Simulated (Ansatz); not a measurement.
**Ta₂O₅: moving Ta off its site**

Ta₂O₅, Pmmm, a = 3.670 Å, b = 3.859 Å, c = 6.433 Å. The structure is a Materials Project entry; whether it is the stable form wasn't checked. Ansatz: PBEsol, PAW, 420 eV, Γ-centred 10×10×6 mesh on 7 atoms, Gaussian smearing 0.03 eV; no spin polarisation.

```yaml
crystal:
  lattice:
    - [3.66999, 0.00000, 0.00000]
    - [0.00000, 3.85909, 0.00000]
    - [0.00000, 0.00000, 6.43348]
  atoms:
    - { symbol: Ta, position: [0.50000, 0.00000, 0.50000] }
    - { symbol: Ta, position: [0.00000, 0.00000, 0.00000] }
    - { symbol: O, position: [0.50000, 0.50000, 0.50000] }
    - { symbol: O, position: [0.00000, 0.00000, 0.67925] }
    - { symbol: O, position: [0.00000, 0.50000, 0.00000] }
    - { symbol: O, position: [0.50000, 0.00000, 0.00000] }
    - { symbol: O, position: [0.00000, 0.00000, 0.32075] }
```

Atom 1 (Ta) moves by x along the unit vector (-0.847, 0.000, 0.532), with its periodic images; all else is held. y is the free energy of the cell over the start, F the force along the path summed over the moved atoms. Symmetry makes y even in x.

| x (Å) | y (meV) | F (eV/Å) |
| --- | --- | --- |
| -0.600 | ? | ? |
| -0.300 | -156.7 | 0.47 |
| 0.000 | 0.0 | 0.00 |
| 0.075 | -24.4 | 0.62 |
| 0.150 | -84.7 | 0.91 |
| 0.225 | -145.8 | 0.61 |
| 0.375 | -50.8 | -2.54 |
| 0.450 | 257.1 | -5.91 |
| 0.525 | 876.6 | -10.93 |

Problem. Fit y = c2 x² + c4 x⁴ to the energies of the other rows, give the force constant, and predict energy and force of the missing row.

Solution. Least squares on the rows shown. y = −4111.2 x² + 26487 x⁴. The force constant is 2 c2 = -8.22 eV/Å², negative: the site is a maximum along this line (for all images moving together, not for a lone atom). The force −dy/dx at the missing row is 17.95 eV/Å (computed 18.10). With a term in x⁶ added, the coefficient of x² becomes -4292, 4 % more, which shows how far this figure hangs on the form. At x = -0.600 the fit asked for gives 1952.7 meV. The run gave 1949.6 meV, so the fit is 3.1 meV too high, within the rms miss on the fitted rows (3.8 meV).

Spin–orbit coupling is left out, which can shift energies with elements as heavy as these.

The symmetric Ta site is a saddle or maximum in a double well, with the minima along this line between 0.225 and 0.300 Å from the centre, where the force changes sign. The displacement points straight at one of four equivalent, rather long Ta–O contacts in the ac plane, so it shortens one bond at the expense of the opposite one. For a formally d⁰ cation in a roomy site this is probably a second-order Jahn–Teller effect: off-centring strengthens the mixing of O 2p with empty Ta 5d states, until short-range repulsion from the approached oxygen takes over and produces the steep quartic wall.

Because the curvature is negative even with the oxygens held, the full zone-centre force-constant matrix must have at least one negative eigenvalue. The Pmmm structure is therefore unstable to distortion at this cell shape, and relaxing the other atoms could only deepen the wells. The line minimum need not be a minimum in the ac plane, so the preferred direction of off-centring remains open.
